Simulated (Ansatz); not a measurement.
Level of theory: DFT PBE, scalar-relativistic, plane waves, PAW (Ansatz). Settings: cutoff 420 eV, Γ-centred meshes spaced at most about 0.3 Å⁻¹, and about 0.25 Å⁻¹ or finer for metals (2π included), Gaussian smearing. No spin polarisation in the final relaxations.

These are static total energies at zero pressure.

Compare these two cells of Si2Br3, each relaxed at this level.

A.

```yaml
crystal:
  lattice:
    - [5.31166, 0.00000, 0.00000]
    - [-2.65583, 4.60003, 0.00000]
    - [0.00000, 0.00000, 7.43380]
  atoms:
    - { symbol: Si, position: [0.00000, 0.00000, 0.65474] }
    - { symbol: Si, position: [0.00000, 0.00000, 0.34526] }
    - { symbol: Br, position: [0.33333, 0.66667, 0.50000] }
    - { symbol: Br, position: [0.66667, 0.33333, 0.50000] }
    - { symbol: Br, position: [0.00000, 0.00000, 0.00000] }
```

B.

```yaml
crystal:
  lattice:
    - [5.54353, 0.00000, 0.00000]
    - [0.00000, 5.54353, 0.00000]
    - [0.00000, 0.00000, 5.17962]
  atoms:
    - { symbol: Si, position: [0.00000, 0.00000, 0.50000] }
    - { symbol: Si, position: [0.50000, 0.50000, 0.50000] }
    - { symbol: Br, position: [0.00000, 0.00000, 0.00000] }
    - { symbol: Br, position: [0.00000, 0.50000, 0.00000] }
    - { symbol: Br, position: [0.50000, 0.00000, 0.00000] }
```

Task: Which would you expect to be lower, and how large is the difference?

Result: A is lower, by 0.74 eV/atom. A has space group P6/mmm (No. 191), 36.3 Å³/atom and no gap on its mesh; B has space group P4/mmm (No. 123), 31.8 Å³/atom and no gap. Counting Br atoms around Si (those within 1.25 times the shortest such distance or 1.15 times the sum of covalent radii, 1.27 where that leaves under three; a plus sign parts nearer from farther groups; the shortest distance is added where it exceeds 1.18 times the sum of covalent radii; a slash parts the counts of unlike sites), A has Si 1 and B has Si 2/8+8 from 3.8 Å. A holds Si–Si pairs (shortest 2.30 Å); in B the shortest Si–Si distance is 3.92 Å. Even the lower one lies +0.41 eV/atom against the reference forms of the elements (uncorrected), so neither is stable at this level. In A, Si is surrounded by 1 Si at 2.30 Å, 1 Br at 2.57 Å and 6 Br at 3.28 Å; Br on a site of symmetry -6m2 has 3 Br at 3.07 Å and 6 Si at 3.28 Å; around Br on a site of symmetry 6/mmm lie 2 Si at 2.57 Å. In B, Si on its first site has 2 Br at 2.59 Å, 8 Br at 3.79 Å and 4 Si at 3.92 Å; Si on its second site has 8 Br at 3.79 Å and 4 Si at 3.92 Å (long against covalent radii, as for large ions); Br on a site of symmetry 4/mmm has 2 Si at 2.59 Å and 4 Br at 2.77 Å; 1 more site not described. Both come from invented guesses. A third cell relaxed alike, in P-3m1, lies 280 meV/atom below the lower of the two.

No dispersion correction is applied, so the spacing and binding between layers, chains or molecules are poorly described (P6/mmm), and this can change margins and order among such cells. In P6/mmm, P4/mmm an odd number of electrons in the primitive cell allows no gap without spin; a larger cell or a magnetic state could open one. Si stands nearly free of neighbours here, and without spin polarisation the energy of such atoms comes out too high. A magnetic state wasn't ruled out in cells without spin, among them P6/mmm, P4/mmm. Cells relaxed within their symmetry can be saddle points.

The ordering most likely follows from how much silicon bonding each cell retains. A keeps an Si–Si pair at 2.30 Å, close to an ordinary single bond, whereas B has no such pair and leaves half its silicon without a close neighbour. B also packs bromines to 2.77 Å, well inside van der Waals contact but much longer than the bond in molecular bromine, so these contacts probably repay little of the lost Si–Si and Si–Br bonding.

Neither cell gives silicon its usual four strong covalent bonds. Even the shortest Si–Br contacts, 2.57 Å in A and 2.59 Å in B, are stretched beyond a normal terminal bond and link silicon atoms through linear bromine bridges. Silicon bromides with tetravalent silicon form exothermically from the elements, so the positive energy of A probably reflects its unfavourable connectivity rather than any inherent weakness of Si–Br bonding. The P-3m1 cell shows that A is not the best arrangement at this composition, though it too remains above the elements.
